Whoever computes the spin states of a CoF₃ molecule has to choose a share of exact exchange, and the choice matters far more for the size of the gap than for its sign. The spin gap below is the energy of the quintet, with four unpaired electrons, minus that of the closed-shell singlet. A negative value means that the quintet is lower, as it is in every row. Its lead nevertheless grows by a factor of 1.8 down the table.

Spin gap of the neutral, isolated CoF₃ molecule, quintet minus closed-shell singlet, each at its own fixed geometry. Calculated with Ansatz 0.2.0 using PBE with the listed share of exact exchange and the def2-TZVP basis, without dispersion correction or spin-orbit coupling.

| exact exchange (%) | spin gap (kJ/mol) |
| --- | --- |
| 0 | -144.60 |
| 5 | -155.00 |
| 10 | -165.80 |
| 15 | -177.00 |
| 25 | -200.50 |
| 35 | -225.30 |
| 50 | -263.90 |

**No exact exchange.** Pure PBE already puts the quintet 144.6 kJ/mol below the singlet. In a simple ionic picture, cobalt has six d electrons. The singlet pairs them in three orbitals and leaves empty the two that point most directly at the fluorines. The quintet spreads them over all five, which brings 10 pairs of parallel spins instead of 6 and so more exchange energy, but puts electrons into orbitals that are antibonding between cobalt and fluorine.

**From 0 to 15 %.** Here the gap falls by slightly more than 2 kJ/mol for each per cent of exact exchange. Let $a$ be the exchange share as a fraction, and suppose that the orbitals of each state stay as they are. Raising $a$ then only swaps PBE exchange for exact exchange, so the energy of each state is a straight line in $a$ with the slope

$$\frac{dE}{da}=E_x^{\text{exact}}-E_x^{\text{PBE}}.$$

The slope of the gap is this difference for the quintet minus the same difference for the singlet. Since each structure is held fixed, no change of shape enters the trend.

The swap costs both states energy, but not equally. From 0 to 35 % the singlet rises by 144 kJ/mol and the quintet by only 63 kJ/mol. The quintet thus gains on the singlet because it loses less. Counting parallel spins doesn't explain this by itself, since PBE exchange rewards them too.

The likely reason is covalency. In the singlet, the two empty d orbitals can accept electrons from fluorine, which makes the Co–F bonds more covalent. The bonds are indeed shorter, 1.67 Å on average against 1.72 Å in the quintet, though the two molecules also differ in shape. When two electrons share such a bond, one tends to be near cobalt while the other is near fluorine. Exact exchange in a closed-shell determinant knows nothing of this avoidance, whereas PBE exchange, which looks only at the surroundings of each point, imitates part of it.

Exact exchange takes this help away, and the correlation part of PBE doesn't make up for it. On this view the singlet, with its stronger covalent bonds, has more to lose, though total energies alone can't separate this from exchange differences within the d shell of cobalt. The same reasoning suggests what to expect of a related complex: if going to high spin moves electrons into metal–ligand antibonding orbitals, more exact exchange should favour high spin.

This is also where the singlet itself needs care, since it was forced to keep all its electrons paired. The stability check calls it a minimum at every exchange share, and no run reports a lower solution in which up and down spins separate in space. The general notes on the data do warn of such an instability in closed-shell singlets, but that warning comes from tests on other systems. If such a solution did exist here, it would recover some of the missing avoidance and lie lower, which would make the gap smaller and its slope perhaps flatter. More generally, neither the singlet nor the quintet is guaranteed to be the lowest state of its spin, and a lower one would shift the gap.

**From 25 to 35 %.** The gap now falls by 2.48 kJ/mol per per cent, somewhat faster than at the start. The orbitals do adapt to the new exchange, and since each state settles at an energy minimum, adapting can only lower its energy below the straight line. Both states show this strongly: from the first step of the table to this one, the slope of the singlet's energy falls from 5.8 to 2.8 kJ/mol per per cent, and that of the quintet's from 3.7 to 0.3. Most of the bending cancels in the gap, but the quintet bends down slightly more, so the gap steepens. The total energies don't show which orbitals cause this small excess.

A look at the orbital energies could mislead here. The singlet's gap between filled and empty levels widens from 0.8 eV without exact exchange to 6.7 eV at 35 %, as if a stronger ligand field were favouring low spin. Yet the singlet loses ground all the while. Exact exchange lowers filled levels and raises empty ones, and their distance doesn't measure the energy needed to change the spin state.

**At 50 %.** The last row shows how far a straight line carries for the gap, where most of the orbital response cancels. The first two rows give a slope of $(-155.0+144.6)/5=-2.08$ kJ/mol per per cent. Extended to 50 %, the line predicts $-144.6-2.08\times 50=-248.6$ kJ/mol, while the calculation, which played no part in setting the line, gives −263.9 kJ/mol. The line misses about 13 % of the total change, and always on the same side from 10 % onwards, as the printed analysis shows.

No row breaks the order: the trend is a nearly constant difference in what the swap costs the two states, plus the small part of the orbital response that doesn't cancel between them. The order of these two states therefore doesn't hang on the exchange share between 0 and 50 %. The size of the gap does, and nothing in the series singles out one share as the right one.

Output of the analysis:

```
Gap and straight line from the first step (kJ/mol):
  row     gap  slope per % from row above  straight line  gap less line
    0  -144.6                         n/a         -144.6              0
    5    -155                       -2.08           -155              0
   10  -165.8                       -2.16         -165.4           -0.4
   15    -177                       -2.24         -175.8           -1.2
   25  -200.5                       -2.35         -196.6           -3.9
   35  -225.3                       -2.48         -217.4           -7.9
   50  -263.9                      -2.573         -248.6          -15.3
Change of gap from 0 to 50 % (kJ/mol): -119.3
Mean slope from 0 to 50 % (kJ/mol per %): -2.386
Gap at 50 % over gap at 0 % (ratio): 1.825
Share of the total change missed by the straight line at 50 % (percent): 12.82
Rise of singlet energy from 0 to 35 % (kJ/mol): 143.7
Rise of quintet energy from 0 to 35 % (kJ/mol): 63.04
Singlet slope from 0 to 5 % (kJ/mol per %): 5.754
Singlet slope from 25 to 35 % (kJ/mol per %): 2.764
Quintet slope from 0 to 5 % (kJ/mol per %): 3.674
Quintet slope from 25 to 35 % (kJ/mol per %): 0.2843
Singlet orbital gap at 0 % (eV): 0.798
Singlet orbital gap at 35 % (eV): 6.675
Parallel pairs in the quintet (count): 10
Parallel pairs in the singlet (count): 6
Mean Co-F distance in the singlet (angstrom): 1.675
Mean Co-F distance in the quintet (angstrom): 1.716
```
